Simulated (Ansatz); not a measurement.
# NbH: energy above lowest point against volume scale

Free energy against uniform scaling of the volume at fixed shape and fractions; periodic cell, basis, potentials, k mesh and filling as listed. The results are calculated, by Ansatz 0.2.0.

The cell before it is scaled or strained (space group I4/mmm, No. 139):
```
NbH
1.0
     -1.6070     1.6070     1.9843
      1.6070    -1.6070     1.9843
      1.6070     1.6070    -1.9843
Nb H
1 1
Direct
  0.00000 0.00000 0.00000
  0.50000 0.50000 0.00000
```

Settings of every row: functional PBEsol; dispersion none; potentials all-electron LAPW; k mesh 13x13x13; k shift 0x0x0; occupations fermi dirac; smearing width 0.1 eV; spin none; basis error target 0.001 eV/atom.

Limits: coarse k mesh, up to 40 meV an atom off; the cell comes from a prototype or a list of computed structures and needn't be the stable phase.

| row | volume scale | V (Å³/atom) | energy above lowest point (meV/atom) |
| --- | --- | --- | --- |
| 1 | 0.94 | 9.634 | 2.9 |
| 2 | 0.96 | 9.839 | 0 |
| 3 | 0.98 | 10.044 | ? |
| 4 | 1 | 10.249 | 9.9 |
| 5 | 1.02 | 10.454 | 21.7 |
| 6 | 1.04 | 10.659 | 37.5 |
| 7 | 1.06 | 10.864 | 56.9 |

Question: what energy above lowest point should row 3 give?

Worked fit of energy above lowest point. Take u = (V_r/V)^(2/3) − 1 with V_r = 10.352 Å³ an atom, which is twice the finite (Eulerian) strain; such expansions in the strain, on which the Birch-Murnaghan equation of state is built, carry the rest volume and the bulk modulus. The shown rows have u = 0.04909, 0.03446, 0.00669, -0.00652, -0.01929, -0.03167. Least squares give energy above lowest point = 15.31 − 896.3 × u + 13148 × u² − 735 × u³ meV/atom; a parabola predicts inner rows, each left out in turn, worse (root mean square 0.018 against 0.01 meV/atom). All shown rows lie on it to the printed digit. Its lowest point lies at u = 0.0342, or V = 9.843 Å³ an atom, and the curvature there gives the bulk modulus at fixed shape and fractions, B = (4/9)(1 + u)² E″(u)/V = 202 GPa. Letting shape and atoms relax would as a rule lower it, by much in layered, chain or molecular crystals. The withheld row has u = 0.02034, so the fit gives 15.31 − 896.3 × (0.02034) + 13148 × (0.02034)² − 735 × (0.02034)³ = 2.5 meV/atom.

The calculation gave 2.5 meV/atom. The fit meets it to the printed digit.
